In silicon carbide each silicon atom is bonded to four carbon atoms, and each carbon atom to four silicon atoms. The table follows one such crystal from slight expansion to 15 GPa, calculated with the PBE functional.

Zincblende SiC (2-atom cell) at set pressures or scaled volumes, calculated with Ansatz 0.2.0 using PBE, scalar-relativistic plane-wave PAW, a 420 eV cutoff and a 12×12×12 k mesh. Phonons are zone-centre optical modes from linear response; the lowest frequency leaves out the LO–TO term, and the highest longitudinal frequency includes it.

```tsv
volume per atom (Å³)	applied pressure (GPa)	volume over rest	lowest phonon frequency (cm⁻¹)	highest longitudinal frequency (cm⁻¹)	dielectric clamped	dielectric relaxed	Born charge first Si (e)
9.87	15	none	831.3	1008.9	6.84	10.1	2.75
10.14	8	none	806.1	980.0	6.91	10.2	2.73
10.29	n/a	0.98	792.7	964.5	6.95	10.3	2.72
10.36	3	none	786.9	957.8	6.96	10.3	2.71
10.50	0	none	774.8	943.8	7.00	10.4	2.70
10.71	n/a	1.02	757.7	923.7	7.06	10.5	2.69
```

The lowest phonon frequency belongs to the transverse optical (TO) mode, in which the silicon and carbon sublattices move against each other. The highest longitudinal frequency (LO) belongs to the same motion when it also sets up an electric field through the crystal. The clamped dielectric constant counts the response of the electrons with the atoms held still, and the relaxed one lets the atoms move too. The Born charge is the dipole gained per unit of displacement, so it is a measure of response and not a charge stored on the atom.

## (a) The transverse mode

**Why does the TO mode harden when the crystal is compressed? Estimate its frequency at 15 GPa from the bulk modulus at that pressure, 269.3 GPa in the same calculation, and judge whether the estimate captures the trend.**

*Solution.* Picture each bond as a strut between two atoms. Compression brings the atoms closer, where the energy curve of the bond bends more sharply, so the strut becomes stiffer along its length. But a strut under load also pushes outwards, and if one end slips sideways, this push drives it further. Compression therefore strengthens the bond against stretching and weakens it against sideways motion.

In the TO mode the four bonds of an atom point in different directions, so the motion is partly along them and partly across. Let $\varphi(r)$ be the energy of a bond of length $r$. Averaged over the tetrahedron, the force constant is

$$k=\tfrac{4}{3}\left(\varphi''+\frac{2\varphi'}{r}\right).$$

The first term is the stiffness along the bond. The second is the sideways effect, negative when the bond is compressed.

The same two quantities determine how the crystal resists pressure. With four bonds in a cell of volume $V$, the pressure $P$ gives $\varphi'/r=-3PV/(4r^2)$, and the bulk modulus $B$ gives $\varphi''-2\varphi'/r=9BV/(4r^2)$. Together they yield

$$k=\frac{V}{r^2}\,(3B-4P).$$

At 15 GPa the cell holds two atoms in 19.73 Å³ and the bond is 1.857 Å long, so $V/r^2=5.72$ Å. The bracket is $3\times269.3-4\times15=748$ GPa, which makes $k=428$ N/m. The wavenumber $\sqrt{k/\mu}/(2\pi c)$, with $\mu$ the reduced mass of a silicon and a carbon atom and $c$ the speed of light, is then 929 cm⁻¹.

The full calculation gives 831 cm⁻¹, so the estimate is 12 % too high. The model omits the stiffness of bond angles, which would raise the frequency, and the forces between the moving charges, which lower a transverse mode. It can't say how much each contributes. The calculated frequencies are themselves a few per cent low: the measured TO frequency at normal pressure is roughly 800 cm⁻¹, a recalled figure.

The trend comes out much better than the height. It is best expressed by the Grüneisen parameter, the percentage rise in frequency for each per cent of volume lost. Between 3 and 15 GPa the calculation gives 1.13 and the bond model 1.10, with no adjustable constant. If the sideways push is left out, the same model gives 1.41. Within this picture, then, the push takes back part of the hardening that the stiffer bonds would bring.

The expanded row, at 1.02 times the rest volume, continues the trend without a kink. There the bonds are under tension, so the sideways term changes sign and helps to restore the atoms, while the stiffness along the bond declines. The Grüneisen parameter from this row to rest is again 1.13. The bond model was tested only on the three rows under applied pressure that have a calculated bulk modulus, so it is not checked here.

For a volume inside the range of the table, the Grüneisen parameter is enough for a quick estimate. A crystal squeezed to 95 % of its rest volume should have a TO frequency about 6 % higher.

## (b) The longitudinal mode

**The gap between LO and TO widens under compression, yet LO rises by a smaller percentage than TO. How can both be true?**

*Solution.* In the longitudinal mode the displaced atoms build up charge along the direction of the wave. The resulting field pulls them back, which adds an electric spring to the mechanical one. This extra spring is strong when a displacement creates a large dipole, when many such dipoles share a small volume, and when the electrons screen them poorly. In symbols,

$$\omega_\mathrm{LO}^2-\omega_\mathrm{TO}^2=\frac{e^2Z^2}{\epsilon_\mathrm{vac}\,\varepsilon_\infty\,\mu V},$$

where the $\omega$ are the angular frequencies of the two modes, $Z$ is the Born charge in units of the elementary charge $e$, $\epsilon_\mathrm{vac}$ the permittivity of vacuum and $\varepsilon_\infty$ the clamped dielectric constant. The LO column was calculated with this relation, so their agreement tests nothing. Its use is to show which change matters most.

From rest to 15 GPa the electric spring strengthens by 12.5 %. About half of that comes simply from packing the dipoles into a smaller volume. The larger Born charge and the weaker screening supply the rest. Why the Born charge grows is not settled by these data.

Over the same range the mechanical spring, measured by the square of the TO frequency, strengthens by 15 %. The distance between the modes is the difference of the squared frequencies divided by the sum of the frequencies. The difference of squares gains 12.5 % and the sum only 7 %, so the distance grows, from 169 to 178 cm⁻¹. But LO depends on both springs, and the electric one gains less than the mechanical one. The Grüneisen parameter of LO is therefore only 1.07, and the ratio of LO to TO slips downwards as the volume shrinks.

## (c) The dielectric constants

**Compression raises the Born charge and packs more dipoles into each unit of volume. Why does the relaxed dielectric constant nevertheless fall?**

*Solution.* A static field pushes silicon and carbon in opposite directions until the mechanical spring stops them. The atomic share of the dielectric constant therefore grows with the charge and the density of dipoles, but shrinks as the spring stiffens:

$$\Delta\varepsilon=\frac{e^2Z^2}{\epsilon_\mathrm{vac}\,\mu V\,\omega_\mathrm{TO}^2}.$$

From rest to 15 GPa, the square of the Born charge gains 3.4 % and the density 6.4 %. The spring gains 15 % and outweighs them together, so the atomic share drops by about 4 %. The atoms are more responsive per unit of displacement, but the field displaces them less.

The falling ratio of LO to TO is closely related. The Lyddane–Sachs–Teller relation states that the relaxed constant divided by the clamped one equals the square of that ratio, so the ratio falls because the atomic share shrinks by a larger percentage than the clamped constant. At rest it gives $7.00\times(943.8/774.8)^2=10.4$, as in the table. Here too the relation belongs to the calculation and is not an independent test.

The atomic share accounts for only about half of the fall from 10.4 to 10.1. The other half comes from the electrons, whose clamped constant drops from 7.00 to 6.84. At first sight this is odd, because compression puts more electrons into each unit of volume and narrows the band gap by 0.06 eV. But that gap is indirect: its two edges lie at different crystal momenta, and a uniform field doesn't connect them directly. The smallest direct gap found in the calculation widens by 0.06 eV.

A chemical picture makes the widening plausible. Shorter bonds bring stronger overlap, which drives bonding and antibonding levels apart and makes the electrons harder to polarise. If this separation grows as $1/r^2$, a single-oscillator estimate makes $\varepsilon_\infty-1$ proportional to $V^{1/3}$: the wider separation more than offsets the higher electron density. The calculation gives a power of 0.43. The estimate has the right direction and roughly the right size, but the separation in it must be an average over many transitions, which these data don't give. The smallest direct gap widens by only about a third of what $1/r^2$ would require, too little by itself to offset the higher density in this estimate. The picture is therefore plausible, not proved.

Two rows call for care. At 3 GPa and at 0.98 of the rest volume, the relaxed constant is printed as 10.3 in both cases. These volumes differ by less than 1 %, and the equality comes from rounding, not from a plateau. Their clamped constants and Born charges also differ by less than the numerical uncertainties, about 0.02 and 0.01 e, that the calculation states for the rows at rest and at 8 GPa. The trends in those columns should therefore be read over the whole range. The output printed after this text gives the splitting and the atomic share for every row, together with the test of the bond model.

Output of the analysis:

```
Splitting and ionic part:
    row  volume_ratio  bond_A  LO_minus_TO_cm  LO_over_TO  ionic_part
   9.87        0.9395   1.857           177.6       1.214       3.237
  10.14        0.9655   1.874           173.9       1.216       3.302
  10.29          0.98   1.884           171.8       1.217       3.337
  10.36        0.9864   1.888           170.9       1.217       3.353
   10.5             1   1.896             169       1.218       3.388
  10.71          1.02   1.909             166       1.219       3.433
Grueneisen parameter of TO from rest to 15 GPa: 1.127
Grueneisen parameter of LO from rest to 15 GPa: 1.068
Grueneisen parameter of TO from the expanded cell to rest: 1.127
Bond model TO at 15 and 8 and 3 GPa in cm-1: 9.87 928.9, 10.14 901.4, 10.36 880.4
Bond model TO over computed TO at 15 and 8 and 3 GPa: 9.87 1.117, 10.14 1.118, 10.36 1.119
Grueneisen parameter of TO from 3 to 15 GPa computed: 1.127
Same from the full bond model: 1.102
Same from the bond curvature alone: 1.413
Rise of LO2 minus TO2 from rest to 15 GPa in percent: 12.52
Share from smaller volume in percent: 6.442
Share from Born charge squared in percent: 3.412
Share from lower clamped constant in percent: 2.301
Rise of TO squared from rest to 15 GPa in percent: 15.12
Change of the ionic part from rest to 15 GPa in percent: -4.45
Change of smallest direct gap on the mesh from rest to 15 GPa in eV: 0.06287
Change of indirect gap from rest to 15 GPa in eV: -0.05859
Power of volume in clamped constant minus one (simple picture 0.33): 0.4259
```
